Ten loosely bound electrons share the four-atom cell of Al₃Cu, three from each aluminium atom and one from copper, so five waves must be filled with two electrons each. In a metal the filling differs from one wave vector to the next, and the energy is an average over all of them. A k mesh replaces that average by a sum over a few wave vectors. On the 1x1x1 mesh only one is left, Γ, where every wave repeats exactly from cell to cell, and the shape of the cell then decides which waves are cheap.

The cell is a tall square prism with edges $a$ (twice) and $c$. At Γ, a free-electron wave with $m$ full periods along $c$ and none in the plane has the energy

$$E_m=\frac{\hbar^2}{2m_e}\left(\frac{2\pi m}{c}\right)^2 ,$$

where $m_e$ is the electron mass. In the start cell, with $c$ near 7.5 Å, this gives 0 for the uniform wave, 2.7 eV for the two waves with one period and 10.7 eV for the two with two periods. The cheapest wave that varies in the plane lies at 19.5 eV, because $a$ is short. All ten electrons therefore go into waves that run along $c$.

This filling has a mechanical consequence. Squeezing a metal normally raises the kinetic energy of its electrons, and that resists the squeeze. Here no filled wave depends on $a$, so this resistance is missing in the plane, while a longer $c$ lowers the energy of every filled wave except the uniform one. The cell should shrink sideways and grow tall, and in this picture the filling stays the same on the way, since a smaller $a$ pushes the empty in-plane waves still higher.

Al₃Cu (P4/mmm, four-atom cell), with cell and atoms relaxed to zero pressure from the same start on each Γ-centred k mesh, computed with Ansatz 0.2.0. The runs use scalar-relativistic r2SCAN without spin polarisation, PAW potentials (set soft_2), a 500 eV plane-wave cutoff and Gaussian smearing of 0.1 eV. Lengths a and c are the edges of the relaxed cell.

```
 k mesh  volume per atom (Å³)  length a (Å)  length c (Å)
  1x1x1                12.004         2.065        11.260
  2x2x1                14.624         3.059         6.251
  4x4x2                14.463         2.953         6.633
  6x6x2                14.532         2.784         7.500
  6x6x4                14.598         2.780         7.558
  8x8x4                14.603         2.770         7.612
16x16x6                14.603         2.774         7.592
```

The first row does just this. Its edge $a$ ends at 2.065 Å and its edge $c$ at 11.260 Å, against 2.774 and 7.592 Å on the densest mesh. Read as a structure, it would be a strange dense phase in which like atoms, copper included, sit about 2.1 Å apart. It is a product of the sampling.

The size of the effect can be estimated from the same five waves. In the start cell their kinetic energy is $4\times2.7+4\times10.7\approx54$ eV per cell. Stretching $c$ from 7.5 to 11.3 Å multiplies it by $(7.5/11.3)^2\approx0.44$, which leaves about 24 eV. The drop of 30 eV per cell is between 7 and 8 eV per atom, and the relaxation itself lowered the energy by 6.8 eV per atom.

No constant was adjusted, but the final $c$ was taken from the run, so the estimate gives the energy released and does not predict where the collapse stops. The agreement is also closer than the model deserves, because the repulsion between the ions, the crystal potential and the copper d shell are all left out. The model's weakness shows in the gap between filled and empty levels of the collapsed cell: it gives about 6 eV, whereas the calculation has 0.08 eV at Γ. A gap smaller than the smearing width also means that some levels are only partly filled, so the run need not have kept the model's filling to the end. The picture accounts for the direction and the order of magnitude, and it should not be used for the levels themselves.

The usual signs of a sound relaxation give no alarm. Every run ended within about 0.03 GPa of zero pressure and kept its symmetry. Those signs show that each cell reached a resting point on the energy surface of its own mesh, and the surface itself may be false. The total energy misleads even more, since the collapsed cell lies 9.7 eV per atom below the result of the densest mesh. A coarser mesh is a different approximation to the average over wave vectors, and its energy may fall on either side of the true one, so energies from different meshes cannot rank these structures.

What exposes the fault is a comparison at one fixed geometry. All runs began from the same cell, and there the 1x1x1 energy was already 3.0 eV per atom lower than on the densest mesh. The atoms had not yet moved, so a new phase cannot be the reason. The pressure at that point was about −14 GPa, where the minus sign means that the cell wants to contract overall. The free-electron picture leads one to expect this, because the resistance lost in the plane outweighs the stronger push of the electrons along $c$.

The 2x2x1 row fails more quietly. Its volume of 14.624 Å³ per atom agrees with the densest mesh to 0.14 %, which looks like convergence. Yet $a$ is 10 % too long and $c$ is 18 % too short, and the two errors cancel in the product $a^2c$. Anyone who checked only the density of the alloy would accept a cell of the wrong shape.

The ratio $c/a$ shows how wrong it is. Four square layers stacked in this cell form a face-centred cubic (fcc) arrangement at $c/a=2.83$ and a body-centred cubic (bcc) one at 2.00, if the difference between the two elements is ignored. The densest mesh gives 2.74, close to fcc, whereas the 2x2x1 mesh gives 2.04, almost bcc. The 4x4x2 row stands between them at 2.25, so three of the seven rows do not describe the structure found on the finer meshes.

Why did the sideways collapse vanish as soon as the mesh had two points along each in-plane direction? Three of its four wave vectors belong to waves that change sign from one cell to the next in the plane. Such waves become more expensive when $a$ shrinks, so the missing resistance returns. A likely reason for the overlong $a$ is that so few points give these waves too much weight and the electrons now push too hard sideways, but the table does not separate this effect from others.

That the shape suffers more than the volume has a physical reason. A change of volume alters the average electron density and the distances between the atoms all at once, and a metal resists this strongly. Going from fcc towards bcc at fixed volume keeps the density and mostly rearranges neighbours, which usually costs much less. A modest false energy can therefore carry the cell far along this path. How much the distorted cells would really cost is not known here, because none of them was recalculated on a dense mesh.

For the same reason, a good energy or pressure at one geometry is no guarantee. At the start cell the 2x2x1 energy was only about 0.05 eV per atom from the densest result, yet relaxation then lowered it by 0.32 eV per atom. The 4x4x2 run began with nearly the right pressure, 0.56 GPa against 0.49 GPa, and still ended with $c$ 13 % too short. Pressure averages the push over the three directions, while the shape depends on how that push differs between them.

The smearing of 0.1 eV cannot repair such coarse sampling. It softens the step between filled and empty levels over roughly its own width, but in a metal like this one the levels shift by several electronvolts from one wave vector of a coarse mesh to the next. More wave vectors are needed to fill in the missing levels. An axis needs more of them the shorter its edge is, because a short edge in real space means a long one in the space of wave vectors. If the same crystal were described by a cell twice as tall, half as many points along $c$ would give the same sampling.

The table shows the decisive step. From 4x4x2 to 6x6x2 only the in-plane mesh changes, and the final $c$ is 0.87 Å longer, because the cell now stays close to the fcc-like shape from which every run started. Doubling the points along $c$ afterwards adds only 0.06 Å to that edge and 0.5 % to the volume. The direction that was refined and the edge that responded most differ, because the two edges are tied together by the nearly fixed volume.

Beyond that step, volume and shape settle at different rates. Over the three densest meshes the volume varies by 0.03 %, but $c$ still varies by 0.7 % and passes through 7.558, 7.612 and 7.592 Å. Since it rises and then falls, these values cannot be extended to a limit with any confidence. A user who needs only the density could stop at 6x6x4, whereas one who needs $c$ to better than about 0.02 Å would have to go beyond the densest mesh to know whether it has settled. The printed output after this text lists the deviations of every row, along with the free-electron estimate.

Numerical output:

```
Relaxed shape and deviation from the 16x16x6 row:
      row    c/a  volume %      a %      c %
    1x1x1  5.453     -17.8   -25.56    48.31
    2x2x1  2.043    0.1438    10.27   -17.66
    4x4x2  2.246   -0.9587    6.453   -12.63
    6x6x2  2.694   -0.4862   0.3605   -1.212
    6x6x4  2.719  -0.03424   0.2163  -0.4478
    8x8x4  2.748         0  -0.1442   0.2634
  16x16x6  2.737         0        0        0
Same start cell and end of each run:
      row  start energy minus densest eV/atom  change on relaxation eV/atom  start pressure GPa  final pressure GPa
    1x1x1                              -2.966                        -6.779              -14.19           -0.003164
    2x2x1                            -0.04557                       -0.3154                3.83             0.03108
    4x4x2                              0.1088                      -0.05372               0.564             0.02119
    6x6x2                            -0.02155                     -0.000515              0.1442             0.01985
    6x6x4                            -0.01402                     -0.000915              0.6031             0.01362
    8x8x4                             0.00916                     -0.002192              0.5727           -0.004391
  16x16x6                                   0                      -0.00167              0.4925            -0.01969
c/a of ideal fcc in this four-layer cell: 2.828
c/a of ideal bcc in this four-layer cell: 2
c/a of the start cell: 2.704
2x2x1 minus 16x16x6, edge a in angstrom: 0.285
2x2x1 minus 16x16x6, edge c in angstrom: -1.341
change of c from 4x4x2 to 6x6x2 in angstrom: 0.867
change of c from 6x6x2 to 6x6x4 in angstrom: 0.058
change of volume from 6x6x2 to 6x6x4 in %: 0.4542
spread of volume over the three densest meshes in %: 0.03424
spread of c over the three densest meshes in %: 0.7113
final energy of 1x1x1 minus 16x16x6 in eV/atom: -9.744
estimate, highest filled wave along c at Gamma in the start cell in eV: 10.66
estimate, lowest in-plane wave at Gamma in the start cell in eV: 19.48
estimate, Gamma-only energy error in the start cell in eV/atom: -3.621
estimate, energy change on the Gamma-only relaxation in eV/atom: -7.391
estimate, gap at Gamma in the final 1x1x1 cell in eV: 5.932
```
